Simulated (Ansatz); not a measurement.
# Cu₂O₅: pressure and energy above lowest point against volume per atom

Results calculated with Ansatz 0.2.0 development build, not measured. Equation of state of a cubic crystal from periodic Kohn-Sham density functional theory without spin; pressure corrected for the finite basis.

Cell of the first row (space group Pn-3m, No. 224):
```
cell vectors (Å)
   4.9430     0.0000     0.0000
   0.0000     4.9430     0.0000
   0.0000     0.0000     4.9430
atoms (fractions of the cell vectors)
Cu  0.00000  0.00000  0.00000
Cu  0.50000  0.50000  0.00000
Cu  0.50000  0.00000  0.50000
Cu  0.00000  0.50000  0.50000
O   0.50000  0.00000  0.00000
O   0.00000  0.50000  0.00000
O   0.00000  0.00000  0.50000
O   0.50000  0.50000  0.50000
O   0.75000  0.75000  0.25000
O   0.75000  0.25000  0.75000
O   0.25000  0.75000  0.75000
O   0.75000  0.25000  0.25000
O   0.25000  0.75000  0.25000
O   0.25000  0.25000  0.75000
```

Settings of every row: formula Cu2O5; structure type cubic X2O5; functional PBE; spin treatment none; k mesh 11x11x11; occupation method fermi-dirac; occupation width 0.061225619 eV; wave cutoff 700 eV; datasets hard PAW; density cutoff ratio 4.

Limits: a cubic model structure, not a phase known at ambient conditions; modest k-mesh, values are not fully converged in k; no spin polarisation, a magnetic state may lie lower.

```
row  volume per atom (Å³)  pressure (GPa)  energy above lowest point (meV/atom)
  1                 8.627           10.85                                  17.6
  2                  8.81               ?                                     ?
  3                 8.994           3.219                                  1.82
  4                 9.177           0.013                                     0
  5                 9.544          -5.387                                   6.4
```

Question: what pressure and energy above lowest point should row 2 give?

Worked fit of pressure. Take u = (V_r/V)^(2/3) − 1 with V_r = 9.0855 Å³ an atom, which is twice the finite (Eulerian) strain; such expansions in the strain, on which the Birch-Murnaghan equation of state is built, carry the rest volume and the bulk modulus. The shown rows have u = 0.03512, 0.00677, -0.00666, -0.03229. Least squares give pressure = 1.5702 + 238.815 × u + 723.51 × u² GPa; a straight line predicts inner rows, each left out in turn, worse (root mean square 0.54 against 0.0024 GPa). The rows lie off it by 0.000, -0.001, 0.001, 0.000. The pressure vanishes at u = -0.0067, or V = 9.178 Å³ an atom, and there the bulk modulus at fixed shape and fractions is B = −V dP/dV = (2/3)(1 + u) dP/du = 152 GPa. The withheld row has u = 0.02074, so the fit gives 1.5702 + 238.815 × (0.02074) + 723.51 × (0.02074)² = 6.834 GPa.

The calculation gave 6.815 GPa. The fit lies 0.019 GPa (0.12 % of the column's range) above it; its largest miss of a shown row is 0.001 GPa.

Worked fit of energy above lowest point. Take u = (V_r/V)^(2/3) − 1 with V_r = 9.0855 Å³ an atom, which is twice the finite (Eulerian) strain; such expansions in the strain, on which the Birch-Murnaghan equation of state is built, carry the rest volume and the bulk modulus. The shown rows have u = 0.03512, 0.00677, -0.00666, -0.03229. Least squares give energy above lowest point = 0.452 + 137.78 × u + 9976.2 × u² meV/atom; a straight line predicts inner rows, each left out in turn, worse (root mean square 7.4 against 0.047 meV/atom). The rows lie off it by 0.00, -0.02, 0.02, 0.00. Its lowest point lies at u = -0.0069, or V = 9.18 Å³ an atom, and the curvature there gives the bulk modulus at fixed shape and fractions, B = (4/9)(1 + u)² E″(u)/V = 153 GPa. The withheld row has u = 0.02074, so the fit gives 0.452 + 137.78 × (0.02074) + 9976.2 × (0.02074)² = 7.60 meV/atom.

The calculation gave 7.52 meV/atom. The fit lies 0.08 meV/atom (1.1 % of the value, 0.45 % of the column's range) above it; its largest miss of a shown row is 0.02 meV/atom.
